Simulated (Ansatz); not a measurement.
# Vacuum decay of the tunnelling density against sample bias on Cu(111)-(2x1)-Pb (PBE) and Cu(111)-(2x2)-Mn (PBE-D3(BJ)) surface alloys

In a scanning tunnelling microscope the current falls roughly exponentially as the tip retracts, and the rate of that fall sets how strongly a height change shows up in the signal. Converting current into height on a surface alloy therefore requires knowing whether the rate depends on the bias. The quantity calculated here is the decay constant κ of the plane-averaged density of states between the Fermi level and the sample bias, fitted between 3 and 5 Å above the top atom. It is measured against κ₀, the decay constant of a free electron at the highest energy in the window with no momentum along the surface. Negative bias selects filled states, positive bias empty ones.

## How the numbers were made

Ansatz 0.2.0, plane-wave Kohn-Sham DFT with its default PAW datasets at cutoffs of 420 eV, level as listed. Slabs and stacks are built by hand and relaxed; a single point with 16 to 17 Å of vacuum, a dipole correction, Fermi-Dirac smearing of 0.05 eV and meshes of 12 points along the first in-plane vector gives the density of the states between the Fermi level and the sample bias. Its planar mean n(z) is fitted as exp(−2κz) between 3 and 5 Å above the top atom. Spin-polarised where magnetic elements are present, no spin-orbit coupling.

Notes on method and selection:

- A free electron at the Fermi level with no momentum along the surface decays with κ₀ = 0.5123·√Φ Å⁻¹, Φ in eV; momentum along the surface raises κ, and the slow approach of the potential to the vacuum level lowers it.
- The tip is left out (Tersoff-Hamann).
- Slabs this thin have discrete subbands, so κ depends on which of them fall in the window.
- Windows narrower than 0.1 V hold too few states on these meshes and are not listed; a blank corrugation was not computed at that height.
- Runs in which the search for lower states was switched off are not listed.
- Work functions and vacuum levels are read from the electrostatic potential (Hartree and local ionic parts), which a warning of a rough exchange-correlation potential in thin density does not concern.
- Sites and patterns name the starting structure; atoms can leave their sites in the relaxation.
- The default PAW datasets of this version of Ansatz are the set soft_2.
- Runs that did not converge, have known faults or may not be shown are not listed, and runs on Ansatz's PAW sets soft_1 and soft_2 are kept to separate tables.

Columns:

- bias (V): sample bias; negative images filled states.
- κ₀ of window top (Å⁻¹): 0.5123·√(Φ − E) for the highest energy E in the window, from the Fermi level.
- κ (Å⁻¹): decay constant κ of the window's density.
- corrugation (Å): corrugation at constant current, set to the mean density at the first listed height.

## Numbers

| member | surface | bias (V) | κ₀ of window top (Å⁻¹) | κ (Å⁻¹) | corrugation (Å) |
| --- | --- | --- | --- | --- | --- |
| −1.2 V | Cu(111)-(2x1)-Pb surface alloy (PBE, Φ 3.67 eV, 3 Å) | −1.2 | 0.981 | 1.069 | 0.708 |
| −0.4 V | Cu(111)-(2x1)-Pb surface alloy (PBE, Φ 3.67 eV, 3 Å) | −0.4 | 0.981 | 1.037 | 0.715 |
| +0.4 V | Cu(111)-(2x1)-Pb surface alloy (PBE, Φ 3.67 eV, 3 Å) | 0.4 | 0.926 | 0.954 | 0.692 |
| +1.2 V | Cu(111)-(2x1)-Pb surface alloy (PBE, Φ 3.67 eV, 3 Å) | 1.2 | 0.805 | 0.909 | 0.705 |
| −2 V | Cu(111)-(2x2)-Mn surface alloy (PBE-D3(BJ), Φ 4.45 eV, 2.5 Å) | −2.0 | 1.080 | 1.194 | 0.296 |
| −1 V | Cu(111)-(2x2)-Mn surface alloy (PBE-D3(BJ), Φ 4.45 eV, 2.5 Å) | −1.0 | 1.080 | 1.163 | 0.263 |
| −0.3 V | Cu(111)-(2x2)-Mn surface alloy (PBE-D3(BJ), Φ 4.45 eV, 2.5 Å) | −0.3 | 1.080 | 1.143 | 0.248 |
| +0.3 V | Cu(111)-(2x2)-Mn surface alloy (PBE-D3(BJ), Φ 4.45 eV, 2.5 Å) | 0.3 | 1.043 | 1.096 | 0.232 |
| +1 V | Cu(111)-(2x2)-Mn surface alloy (PBE-D3(BJ), Φ 4.45 eV, 2.5 Å) | 1.0 | 0.951 | 1.058 | 0.404 |
| +2 V | Cu(111)-(2x2)-Mn surface alloy (PBE-D3(BJ), Φ 4.45 eV, 2.5 Å) | 2.0 | 0.801 | ? | ? |

Cells marked ? are withheld until the estimate has been made.

## The trend and its physics

On both surfaces κ falls at every step from negative to positive bias. On the Pb alloy it goes from 1.069 Å⁻¹ at −1.2 V to 0.909 Å⁻¹ at +1.2 V, a mean slope of (0.909 − 1.069) / 2.4 = −0.067 Å⁻¹ per V. On the Mn alloy the slope between −1 and +1 V is (1.058 − 1.163) / 2.0 = −0.053 Å⁻¹ per V.

The main cause is the height of the barrier. A state at energy E above the Fermi level has to tunnel through Φ − E, so empty states reach further into the vacuum than filled ones. At negative bias the top of the window stays at the Fermi level and κ₀ is constant, but a wider window adds deeper states that decay faster, and κ rises. At positive bias a wider window adds states with a lower barrier. The states near the Fermi level remain in it, however, so κ falls more slowly than κ₀: between +0.3 and +1 V on the Mn alloy κ drops by 1.096 − 1.058 = 0.038 Å⁻¹ and κ₀ by 1.043 − 0.951 = 0.092 Å⁻¹.

In all nine windows with a listed κ, it lies above κ₀, by between 0.954 − 0.926 = 0.028 Å⁻¹ (Pb alloy, +0.4 V) and 1.194 − 1.080 = 0.114 Å⁻¹ (Mn alloy, −2 V). States below the window top contribute to this excess, and so does momentum along the surface. The latter is needed for the Mn alloy at +0.3 V, where κ = 1.096 Å⁻¹ exceeds even the 1.080 Å⁻¹ of a free electron at the bottom of the window.

The Mn alloy has the larger κ at comparable bias, as its higher work function leads one to expect: κ₀ at the Fermi level differs by 1.080 − 0.981 = 0.099 Å⁻¹. The dispersion correction used for the Mn alloy alone acts on κ only through the relaxed geometry. Small differences between the surfaces deserve caution, because the exchange-correlation potential is rough in the thin density of both and the final levels of the Pb alloy were not confirmed.

The corrugation does not follow κ. It stays near 0.7 Å on the Pb alloy (set at 3 Å), while on the Mn alloy (set at 2.5 Å) it rises from 0.232 to 0.404 Å between +0.3 and +1 V, possibly because empty Mn d states enter the window.

## Predicting the missing value

Plain estimates from the members shown:

- +2 V (Cu(111)-(2x2)-Mn surface alloy (PBE-D3(BJ), Φ 4.45 eV, 2.5 Å)), mean of the 5 members shown: 1.131 Å⁻¹, standard deviation 0.048

The mean of the five other Mn windows, 1.131 Å⁻¹, is unsuitable for +2 V: κ falls steadily with bias and is already down to 1.058 Å⁻¹ at +1 V. A better route starts from that last value and uses the share of the fall in κ₀ that κ follows when an empty-state window is widened.

Between +0.3 and +1 V this share is 0.038 / 0.092 = 0.41. Applied to the Pb alloy between +0.4 and +1.2 V, where κ₀ falls by 0.926 − 0.805 = 0.121 Å⁻¹, it gives 0.954 − 0.41 × 0.121 = 0.904 Å⁻¹, against 0.909 Å⁻¹ in the table. From +1 to +2 V on the Mn alloy κ₀ falls by 0.951 − 0.801 = 0.150 Å⁻¹, so the estimate is 1.058 − 0.41 × 0.150 = 0.996 Å⁻¹.

The close agreement for Pb is a single test over a shorter step and would give too narrow an error. The share may change when new subbands or Mn d states enter the window. If it could lie anywhere between none and all of the fall in κ₀, the result would be spread evenly over 0.150 Å⁻¹, with a standard deviation of 0.150 / √12 = 0.043 Å⁻¹. This is taken as the error bar. A result below the estimate would mean that the states near the window top dominate the density more than they do at +1 V.

**Committed estimate, +2 V (Cu(111)-(2x2)-Mn surface alloy (PBE-D3(BJ), Φ 4.45 eV, 2.5 Å)): κ = 1.00 ± 0.04 Å⁻¹.**

## The answer

| member | surface | bias (V) | κ₀ of window top (Å⁻¹) | κ (Å⁻¹) | corrugation (Å) |
| --- | --- | --- | --- | --- | --- |
| +2 V | Cu(111)-(2x2)-Mn surface alloy (PBE-D3(BJ), Φ 4.45 eV, 2.5 Å) | 2.0 | 0.801 | 0.998 | 0.710 |

| member | estimate | κ (Å⁻¹) | computed | estimate − computed | miss in error bars |
| --- | --- | --- | --- | --- | --- |
| +2 V (Cu(111)-(2x2)-Mn surface alloy (PBE-D3(BJ), Φ 4.45 eV, 2.5 Å)) | committed | 1.000 | 0.998 | +0.002 | 0.1 |
| +2 V (Cu(111)-(2x2)-Mn surface alloy (PBE-D3(BJ), Φ 4.45 eV, 2.5 Å)) | mean | 1.131 | 0.998 | +0.133 |  |

The computed κ at +2 V is 0.998 Å⁻¹, well inside the error bar of the estimate, 1.00 ± 0.04 Å⁻¹. The mean of the other five Mn windows, 1.131 Å⁻¹, is too high by 0.133 Å⁻¹.

For this step, the argument that κ follows only part of the fall in κ₀ was borne out. From +1 to +2 V the share is (1.058 − 0.998) / 0.150 = 0.40, almost the 0.41 taken from the preceding step. The feared change of this share as new states enter the window did not occur, although the corrugation rose strongly over the same step. My error bar assumed a share between none and all of the fall in κ₀, which is no general bound: on the Pb alloy, κ falls by more than κ₀ does between an unlisted empty-state window narrower than 0.1 V and the +0.4 V window.

The result fits a window in which slowly decaying states are added near the top while those near the Fermi level still contribute. Its κ lies between the free-electron values for the top of the window, 0.801 Å⁻¹, and for the Fermi level, 1.080 Å⁻¹. Momentum along the surface can also hold κ above the value for the top, and the planar mean does not show how much each contributes.

## Residuals

Among the listed windows κ falls at every step from negative to positive bias, but the Pb windows narrower than 0.1 V, left out of the table, break this order. Across the Fermi level κ rises from the narrow filled-state window to the narrow empty-state one, where it is higher even than at −0.4 V. The corrugation in that empty-state window is also well above the 0.7 Å or so of the listed Pb windows. What I said of a fall at every step and of a steady Pb corrugation therefore applies to the listed windows only. So narrow a window holds few states on this mesh, and the runs do not show whether the break belongs to the surface or to the sampling. Among the listed windows, the +2 V window of the Mn alloy stands out in two respects.

Its κ exceeds κ₀ of the window top by 0.998 − 0.801 = 0.197 Å⁻¹, whereas the next largest excess is 1.194 − 1.080 = 0.114 Å⁻¹, at −2 V on the same surface. The sign and size suit a wide empty-state window: κ₀ refers to the highest energy alone, while the density also includes lower states with a higher barrier.

Its corrugation is 0.710 Å, against 0.232 to 0.404 Å in the other Mn windows. Slower decay turns a given lateral contrast into a larger height difference, but only by a factor of 1.058 / 0.998 = 1.06 from +1 to +2 V. The corrugation grows by 0.710 / 0.404 = 1.76, so the lateral contrast itself must increase. Empty minority-spin d states of Mn are a likely source, since the large moment of Mn places such states above the Fermi level and they are localised on one atom per cell.

## Conclusions

Across the listed windows, from −1.2 to +1.2 V on the Pb alloy and from −2 to +2 V on the Mn alloy, κ falls as the bias becomes more positive. Close to the Fermi level this order is not established: on the Pb alloy, windows narrower than 0.1 V depart from it. When a listed empty-state window is widened to the next listed one, κ follows about 0.4 of the fall in κ₀. This share, taken from one Mn step, reproduced the other two steps within 0.005 Å⁻¹. It fails for a step that starts from the narrow empty-state window of the Pb alloy, and two surfaces do not establish it for others.

All Mn values rest on one relaxed geometry, which lies near a point where the dispersion correction switches. The forces jumped several times during that relaxation before they became small. The Mn windows can be compared with each other because they share this geometry, but how much κ and the corrugation depend on it was not tested, which also limits the comparison with the Pb alloy. For the Mn alloy in this geometry, the density falls per Å by a factor of exp(2 × 1.194) = 10.9 at −2 V and exp(2 × 0.998) = 7.4 at +2 V.

These factors omit the field of a biased tip. For equal work functions it shifts the mean barrier by half the bias, roughly 1 eV at 2 V. Since κ grows as the square root of the barrier, that raises κ by about 0.1 Å⁻¹ at +2 V and lowers it by about as much at −2 V, enough to cancel or even reverse the Mn trend in a measured current.
